# Jost correction in an anisotropic dielectric

## 1. Premises and definition

A defect of charge $q$ is treated explicitly inside a sphere of radius $R$. The crystal outside is a continuum. The polarisation energy of that continuum is the Jost correction (Jost 1933), $-(q^2/8\pi\epsilon_0R)(1-1/\epsilon)$ for an isotropic crystal. We derive its form for a tensor $\epsilon$.

Conventions: SI formulae, results in eV and Å. $\epsilon$ is the relative permittivity, $\mathbf D=\epsilon_0\epsilon\mathbf E$ and $\mathbf P=\mathbf D-\epsilon_0\mathbf E$. $\mathbf n$ is a unit vector and $\langle f\rangle=\frac1{4\pi}\int f\,d\Omega$. The potential vanishes at infinity.

- **P1.** For $r>R$ the medium is infinite, homogeneous, linear and local, with $\epsilon$ real, symmetric and positive definite.
- **P2.** The free charge $\rho(r)$ is spherically symmetric, lies in $r<R$ and sums to $q$.
- **P3.** The interior is spherically symmetric: an empty cavity or a scalar $\epsilon_{\rm in}(r)$.

For a linear medium the work of assembling the free charge is $U=\frac12\int\rho\phi\,d^3r$. Define, at fixed $\rho$ and fixed interior,

$$E_J=U[\text{exterior }\epsilon]-U[\text{exterior vacuum}].\tag{1}$$

Plan: solve a charged shell in the homogeneous medium, then show that its exterior field also solves the cavity problem.

## 2. Point charge in the homogeneous medium

The equation is $\epsilon_0\nabla\cdot(\epsilon\nabla\phi)=-q\,\delta(\mathbf r)$. Put $\mathbf r=\epsilon^{1/2}\mathbf u$. Then $\nabla\cdot\epsilon\nabla=\nabla_u^2$, $\delta(\mathbf r)=\delta(\mathbf u)/\sqrt{\det\epsilon}$ and $u^2=\mathbf r\cdot\epsilon^{-1}\mathbf r$. The Coulomb solution in $\mathbf u$ gives

$$\phi_\infty=\frac{q}{4\pi\epsilon_0\,r}\,\frac{1}{\sqrt{\det\epsilon\;\,\mathbf n\cdot\epsilon^{-1}\mathbf n}}.\tag{2}$$

Since $\nabla(\mathbf r\cdot\epsilon^{-1}\mathbf r)=2\epsilon^{-1}\mathbf r$,

$$\mathbf D_\infty=-\epsilon_0\epsilon\nabla\phi_\infty=\frac{q\,\mathbf n}{4\pi r^2\sqrt{\det\epsilon}\,(\mathbf n\cdot\epsilon^{-1}\mathbf n)^{3/2}}.\tag{3}$$

$\mathbf D_\infty$ is radial but not uniform over a sphere, and $\phi_\infty$ is not constant on it. Equation (2) therefore does not match a spherically symmetric interior and is not the exterior solution of the cavity problem.

## 3. Shell theorem

Spread $q$ uniformly over $r=R$ in the homogeneous medium. The Fourier transform of the charge is $q\langle e^{-i\mathbf k\cdot R\mathbf n}\rangle=q\sin(kR)/(kR)$. The field equation becomes $\epsilon_0(\mathbf k\cdot\epsilon\mathbf k)\phi_{\mathbf k}=\rho_{\mathbf k}$. Write $\mathbf k=k\mathbf n$. The factor $k^2$ of the volume element cancels, and the symmetry $\mathbf n\to-\mathbf n$ turns the exponential into a cosine:

$$\phi_{\rm sh}(\mathbf r)=\frac{q}{(2\pi)^3\epsilon_0}\int\frac{d\Omega}{\mathbf n\cdot\epsilon\mathbf n}\int_0^\infty dk\,\frac{\sin kR}{kR}\cos(k\,\mathbf n\cdot\mathbf r).$$

With $x=\mathbf n\cdot\mathbf r$, $\sin kR\cos kx=\frac12[\sin k(R+x)+\sin k(R-x)]$, and $\int_0^\infty\sin(ka)\,dk/k=\frac\pi2\,{\rm sgn}\,a$. The $k$ integral is $\pi/2R$ for $|x|<R$ and zero for $|x|>R$. Hence, with the step function $\Theta$,

$$\phi_{\rm sh}(\mathbf r)=\frac{q}{4\pi\epsilon_0R}\left\langle\frac{\Theta(R-|\mathbf n\cdot\mathbf r|)}{\mathbf n\cdot\epsilon\mathbf n}\right\rangle.\tag{4}$$

Three consequences follow.

1. For $r<R$ every direction has $|\mathbf n\cdot\mathbf r|<R$, so the potential is constant:
$$V=\frac{q}{4\pi\epsilon_0R}\,\frac1{\epsilon_{\rm eff}},\qquad\frac1{\epsilon_{\rm eff}}\equiv\left\langle\frac1{\mathbf n\cdot\epsilon\mathbf n}\right\rangle.\tag{5}$$
2. As $r\to R^+$ the excluded solid angle shrinks to zero, so $\phi_{\rm sh}=V$ on the outer face.
3. $\mathbf D=0$ inside, so the jump condition gives $D_r(R^+)=q/4\pi R^2$, uniform over the sphere.

## 4. The cavity problem and the result

Take $\phi=\phi_{\rm sh}$ for $r>R$. For $r<R$ take the radial solution $\mathbf D=Q(r)\mathbf n/4\pi r^2$, with $Q(r)$ the enclosed free charge, and

$$\phi(r)=V+\int_r^R\frac{Q(r')\,dr'}{4\pi\epsilon_0\epsilon_{\rm in}(r')\,r'^2}.$$

Both pieces satisfy the field equation in their regions. At $r=R$ the potential equals $V$ on both faces, and $D_r=q/4\pi R^2$ on both faces because $Q(R)=q$. The solution is unique: the difference $\chi$ of two solutions has no free charge, so $\int\nabla\chi\cdot\epsilon\nabla\chi\,d^3r=0$, and positive definiteness with $\chi(\infty)=0$ forces $\chi=0$.

The exterior medium enters the interior potential through the constant $V$ alone. For a vacuum exterior $V=q/4\pi\epsilon_0R$. Then (1) is $\frac12q\,\Delta V$:

$$\boxed{E_J=-\frac{q^2}{8\pi\epsilon_0R}\left(1-\frac1{\epsilon_{\rm eff}}\right)}\tag{6}$$

Under P1 to P3 this holds to all orders in the anisotropy and for any $\rho(r)$ and $\epsilon_{\rm in}(r)$. The exterior exerts no force on charges inside.

## 5. Equivalent forms of $\epsilon_{\rm eff}$

**Real-space average.** The potential at the centre of the shell is also the sum of (2) over the shell elements, all at distance $R$. Equating it with (5):

$$\frac1{\epsilon_{\rm eff}}=\left\langle\frac1{\mathbf n\cdot\epsilon\mathbf n}\right\rangle=\left\langle\big[\det\epsilon\;\,\mathbf n\cdot\epsilon^{-1}\mathbf n\big]^{-1/2}\right\rangle.\tag{7}$$

The averages agree, although the integrands differ.

**One-dimensional integral.** Evaluate $J=\int d^3x\,e^{-x^2}/(\mathbf x\cdot\epsilon\mathbf x)$ twice. In polar coordinates $J=4\pi\,\epsilon_{\rm eff}^{-1}\sqrt\pi/2$. With $1/A=\int_0^\infty e^{-tA}dt$ and a Gaussian integral, $J=\pi^{3/2}\int_0^\infty dt\,[\det(1+t\epsilon)]^{-1/2}$. Thus

$$\frac1{\epsilon_{\rm eff}}=\frac12\int_0^\infty\frac{dt}{\sqrt{\det(1+t\epsilon)}}.\tag{8}$$

Only the principal values matter, not the orientation of the axes. For a scalar, $\frac12\int_0^\infty(1+t\epsilon)^{-3/2}dt=1/\epsilon$, the isotropic result.

**Bounds.** $\langle n_in_j\rangle=\delta_{ij}/3$. Convexity of $1/x$ gives $1/\epsilon_{\rm eff}\ge1/\bar\epsilon$ with $\bar\epsilon=\frac13{\rm tr}\,\epsilon$. The Cauchy–Schwarz inequality $1=(\epsilon^{1/2}\mathbf n\cdot\epsilon^{-1/2}\mathbf n)^2\le(\mathbf n\cdot\epsilon\mathbf n)(\mathbf n\cdot\epsilon^{-1}\mathbf n)$ gives the other side:

$$\frac{3}{{\rm tr}\,\epsilon^{-1}}\le\epsilon_{\rm eff}\le\bar\epsilon.\tag{9}$$

**Weak anisotropy.** Write $\epsilon=\bar\epsilon(1+\eta)$ with ${\rm tr}\,\eta=0$, $s=\mathbf n\cdot\eta\mathbf n$ and $T={\rm tr}\,\eta^2$. Then $\langle s\rangle=0$, and $\langle n_in_jn_kn_l\rangle=(\delta_{ij}\delta_{kl}+\delta_{ik}\delta_{jl}+\delta_{il}\delta_{jk})/15$ gives $\langle s^2\rangle=2T/15$. Expanding $1/(1+s)$:

$$\frac1{\epsilon_{\rm eff}}=\frac1{\bar\epsilon}\left[1+\frac{2T}{15}+O(\eta^3)\right].\tag{10}$$

Anisotropy acts at second order and reduces $|E_J|$ below its value for $\bar\epsilon$.

## 6. Uniaxial and monoclinic crystals

**Uniaxial.** With $\mu=\cos\theta$ from the axis and $\Delta=\epsilon_\parallel-\epsilon_\perp$, $\mathbf n\cdot\epsilon\mathbf n=\epsilon_\perp+\Delta\mu^2$. For $\Delta>0$,

$$\frac1{\epsilon_{\rm eff}}=\int_0^1\frac{d\mu}{\epsilon_\perp+\Delta\mu^2}=\frac{\arctan\sqrt{\Delta/\epsilon_\perp}}{\sqrt{\epsilon_\perp\Delta}}=\frac{\arcsin\sqrt{\Delta/\epsilon_\parallel}}{\sqrt{\epsilon_\perp\Delta}}.\tag{11}$$

The last step uses $\sin^2=\tan^2/(1+\tan^2)=\Delta/(\epsilon_\perp+\Delta)$. For $\Delta<0$ the integral gives ${\rm artanh}\sqrt{|\Delta|/\epsilon_\perp}$ in the numerator, so that

$$\frac1{\epsilon_{\rm eff}}=\frac{{\rm arsinh}\sqrt{|\Delta|/\epsilon_\parallel}}{\sqrt{\epsilon_\perp|\Delta|}}.\tag{12}$$

**Monoclinic.** The twofold axis $b\parallel y$ is a principal axis, and the only off-diagonal element is $\epsilon_{xz}$. Take $b$ as polar axis, $\mathbf n=\mu\hat{\mathbf y}+\sqrt{1-\mu^2}\,\mathbf m$ with $\mathbf m$ a unit vector in the $xz$ plane. Then $\mathbf n\cdot\epsilon\mathbf n=\mathbf m\cdot M\mathbf m$, where $M=(1-\mu^2)\epsilon^{(xz)}+\mu^2\epsilon_{yy}1_2$ and $\epsilon^{(xz)}$ is the $2\times2$ block. In the eigenbasis of $M$, the azimuthal mean of $1/(A\cos^2\varphi+B\sin^2\varphi)$ is $1/\sqrt{AB}=1/\sqrt{\det M}$. With $w=\mu^2$,

$$\frac1{\epsilon_{\rm eff}}=\int_0^1\frac{d\mu}{\sqrt{G(\mu^2)}},\tag{13}$$

$$G(w)=[\epsilon_{xx}+(\epsilon_{yy}-\epsilon_{xx})w]\,[\epsilon_{zz}+(\epsilon_{yy}-\epsilon_{zz})w]-\epsilon_{xz}^2(1-w)^2.$$

The sign of $\epsilon_{xz}$ drops out. The integral is elliptic in general, smooth, and suited to Gauss–Legendre quadrature.

## 7. Relation to the Mott–Littleton outer region

The scheme of Mott and Littleton (1938) assigns the outer region the energy $-\frac12\int_{r>R}\mathbf P_\infty\cdot\mathbf E_0\,d^3r$. Here $\mathbf E_0=q\mathbf n/4\pi\epsilon_0r^2$ is the bare field and $\mathbf P_\infty$ the polarisation of the homogeneous crystal. Only $\langle P_r\rangle$ enters. Gauss's law gives $\langle D_r\rangle=q/4\pi r^2$. Since $\phi_\infty\propto1/r$, $E_r=\phi_\infty/r$, and (2) with (7) gives $\epsilon_0\langle E_r\rangle=q/(4\pi r^2\epsilon_{\rm eff})$. So

$$-\frac12\int_R^\infty4\pi r^2dr\,\frac{q}{4\pi r^2}\left(1-\frac1{\epsilon_{\rm eff}}\right)\frac{q}{4\pi\epsilon_0r^2}=E_J.\tag{14}$$

The field energy of (2) outside the sphere is a different quantity. It is $\frac12\int_{r>R}\mathbf E\cdot\mathbf D\,d^3r=\frac12\oint\phi_\infty D_r\,dS=(q^2/8\pi\epsilon_0R)\langle(\det\epsilon)^{-1}(\mathbf n\cdot\epsilon^{-1}\mathbf n)^{-2}\rangle$. With $\det(1+\eta)=1-T/2+O(\eta^3)$ and $\mathbf n\cdot(1+\eta)^{-1}\mathbf n=1-s+\mathbf n\cdot\eta^2\mathbf n+O(\eta^3)$ the average is $\bar\epsilon^{-1}(1+T/2-2T/3+2T/5)=\bar\epsilon^{-1}(1+7T/30)$, against $2T/15$ in (10). It is not to be put into (6).

## 8. Range of validity

**(a) Anisotropic interior.** A real cluster is made of the same anisotropic crystal, which violates P3. Model it as a sphere with tensor $\epsilon$ in vacuum and a point charge at the centre. For two media 1 and 2 with the same $\rho$, $\int\rho\phi_2=\int\mathbf D_1\cdot\mathbf E_2$ and $\int\rho\phi_1=\int\mathbf D_2\cdot\mathbf E_1$. Symmetry of the tensors then gives $U_2-U_1=-\frac12\epsilon_0\int\mathbf E_1\cdot(\epsilon_2-\epsilon_1)\mathbf E_2$. For the cluster (1) and the infinite crystal (2),

$$U_\infty-U_{\rm cl}=-\tfrac12\int_{r>R}\mathbf P_\infty\cdot\mathbf E_{\rm cl}\,d^3r,\qquad\mathbf E_{\rm cl}=\mathbf E_0-\nabla\psi.$$

The $\mathbf E_0$ part is (14). The rest comes from the multipoles $\psi$ of the polarised cluster. Work to first order in $\eta$, with potentials and $\mathbf D/\epsilon_0$ in units of $q/4\pi\epsilon_0$. Equations (2) and (3) have the first-order parts $\phi_1=s/(2\bar\epsilon r)$ and $D_{1r}=3s/2r^2$, both of angular momentum $l=2$. Add the harmonic functions $\gamma\,s\,r^2/R^3$ inside and $\psi=\kappa\,s\,R^2/r^3$ outside. Continuity of potential and of $D_r$ at $R$ reads

$$\frac1{2\bar\epsilon}+\gamma=\kappa,\qquad\frac32-2\bar\epsilon\gamma=3\kappa\quad\Rightarrow\quad\kappa=\frac{5}{2(2\bar\epsilon+3)}.$$

The zeroth-order polarisation is radial and isotropic and does not couple to $\psi$. For the first-order part, $\nabla\cdot\mathbf D_1=0$ and $\nabla^2\psi=0$ reduce both integrals to the surface:

$$-\int\mathbf D_1\cdot\nabla\psi=\oint\psi D_{1r}\,dS=\frac{4\pi}{R}\,\frac{3\kappa}2\langle s^2\rangle,\qquad\int\nabla\phi_1\cdot\nabla\psi=-\oint\phi_1\partial_r\psi\,dS=\frac{4\pi}{R}\,\frac{3\kappa}{2\bar\epsilon}\langle s^2\rangle.$$

Their difference is $-\int\mathbf P_1\cdot\nabla\psi$. Restoring the factor $-\frac12\epsilon_0(q/4\pi\epsilon_0)^2$ and using $\langle s^2\rangle=2T/15$,

$$U_\infty-U_{\rm cl}=E_J-\frac{q^2}{8\pi\epsilon_0R}\,\frac{T}{\bar\epsilon}\,\frac{\bar\epsilon-1}{2(2\bar\epsilon+3)}+O(\eta^3).\tag{15}$$

The extra coefficient tends to $1/4$ at large $\bar\epsilon$ and then exceeds the $2/15$ of (10), with the opposite sign. For a free anisotropic cluster, (6) is thus reliable up to terms of order $T/\bar\epsilon$, the order of the anisotropy effect itself.

**(b) Non-spherical charge.** A dipole $p$ about the centre violates P2. Estimate it for an empty cavity in a scalar $\epsilon$. Inside, $\phi=(p/4\pi\epsilon_0r^2-E_Rr)\cos\theta$; outside, $\phi=p'\cos\theta/4\pi\epsilon_0r^2$. Matching $\phi$ and $D_r$ gives $E_R=\frac{2(\epsilon-1)}{2\epsilon+1}\,p/4\pi\epsilon_0R^3$, and the energy $-\frac12pE_R$ is

$$E_{\rm dip}=-\frac{\epsilon-1}{2\epsilon+1}\,\frac{p^2}{4\pi\epsilon_0R^3}.\tag{16}$$

For $p=qd$ the ratio to $E_J$ is $\frac{2\epsilon}{2\epsilon+1}(d/R)^2$.

**(c) Continuum.** $R$ must span several lattice spacings and exceed the radius of the bound state. A shallow donor electron that spills out of the sphere breaks P2. In a discrete lattice $R$ is ambiguous by a fraction of a bond length, and $|\delta E_J/E_J|=\delta R/R$.

**(d) Linearity.** The field at $R$ must leave $\epsilon$ unchanged. This fails first in soft-mode crystals. Free carriers must be too dilute to screen on the scale $R$.

**(e) Choice of tensor.** Relaxed charge states take the static tensor. A charge added at frozen lattice is screened by the high-frequency tensor only. If the exterior already responds electronically, the missing ionic part is $E_J[\epsilon^{\rm static}]-E_J[\epsilon^\infty]$.

**(f) Geometry and strain.** The shape is a sphere with open boundaries. Periodic supercells need a lattice sum instead. Elastic energy outside $R$ is not included. Piezoelectric coupling is absent in centrosymmetric crystals.

## 9. Illustration: $\beta$-Ga$_2$O$_3$

The crystal is monoclinic and centrosymmetric (space group 12). Axes: $x\parallel a^*$, $y\parallel b$, $z\parallel c$. In a thin plate capacitor $\mathbf E$ lies along the normal, so the capacitance gives $\mathbf n\cdot\epsilon\mathbf n$, and a value along $a^*$ is $\epsilon_{xx}$.

Inputs:

- $\epsilon_{xx}=10.2$, static, measured by RF capacitance at room temperature (compiled value, Gopalan 2020).
- $\epsilon_{yy}\approx10.9$ and $\epsilon_{zz}\approx12.4$, approximate inputs chosen to represent the typical static anisotropy.
- $\epsilon_{xz}=0.5$, assumed for illustration.
- $\epsilon^\infty=3.57$, measured, listed as an isotropic value (compiled value, Schubert 2016).
- $q=+2e$, as for a doubly ionised oxygen vacancy, and $R=10$ Å, assumed.

With $e^2/4\pi\epsilon_0=14.40$ eV Å the prefactor is $q^2/8\pi\epsilon_0R=2.880$ eV. The principal values in the $xz$ plane are 10.09 and 12.51, $\bar\epsilon=11.17$, $1/\bar\epsilon=0.08955$ and $T=0.0243$.

Equation (13) has $G(w)=126.23-6.12\,w-1.30\,w^2$. The integrand is even in $\mu$, so Gauss–Legendre nodes on $[-1,1]$ pair up:

| rule | $w$ | weight | $G$ | $G^{-1/2}$ |
|---|---|---|---|---|
| 2-point | 1/3 | 1 | 124.05 | 0.08979 |
| 3-point | 0 | 4/9 | 126.23 | 0.08901 |
| 3-point | 3/5 | 5/9 | 122.09 | 0.09050 |

The 3-point sum is 0.08984, equal at this precision to the converged integral and to the second-order form (10). Thus $\epsilon_{\rm eff}=11.13$, inside the bounds 11.08 and 11.17 of (9). Setting $\epsilon_{xz}=0$ gives 11.14, so the assumed element hardly matters.

| permittivity used in (6) | value | $E_J$ (eV) |
|---|---|---|
| $\epsilon_{xx}$ alone | 10.2 | $-2.598$ |
| harmonic mean | 11.08 | $-2.620$ |
| $\epsilon_{\rm eff}$ | 11.13 | $-2.621$ |
| arithmetic mean | 11.17 | $-2.622$ |
| $\epsilon^\infty$ | 3.57 | $-2.073$ |

The third decimal serves only to compare rows. The model's correction is $E_J\approx-2.6$ eV, of which $-0.55$ eV is ionic. The $(2+/0)$ transition level is half the energy of the neutral state minus half that of the $2+$ state, up to a reference, so $E_J$ raises it by $|E_J|/2=1.3$ eV.

Sizes of the competing terms, for the same inputs:

- $\epsilon_{\rm eff}$ in place of $\bar\epsilon$: $+0.8$ meV.
- Anisotropic interior, (15): $-1.3$ meV.
- A change of 0.3 in $\bar\epsilon$: 7 meV.
- $\epsilon_{xx}$ alone in place of $\epsilon_{\rm eff}$: $+24$ meV.
- Charge off centre by $d=1$ Å, (16) with $\bar\epsilon$: $-25$ meV.
- A change of 0.5 Å in $R$: 0.13 eV.

In this model the angular average is indistinguishable in practice from $\frac13{\rm tr}\,\epsilon$, because $T$ is small and $1/\bar\epsilon$ is itself below one tenth. Use of a single tensor component costs tens of meV, and the definition of $R$ dominates the uncertainty. The average matters where principal values differ by factors rather than by tenths, and there the interior term of (15) has to be treated along with it.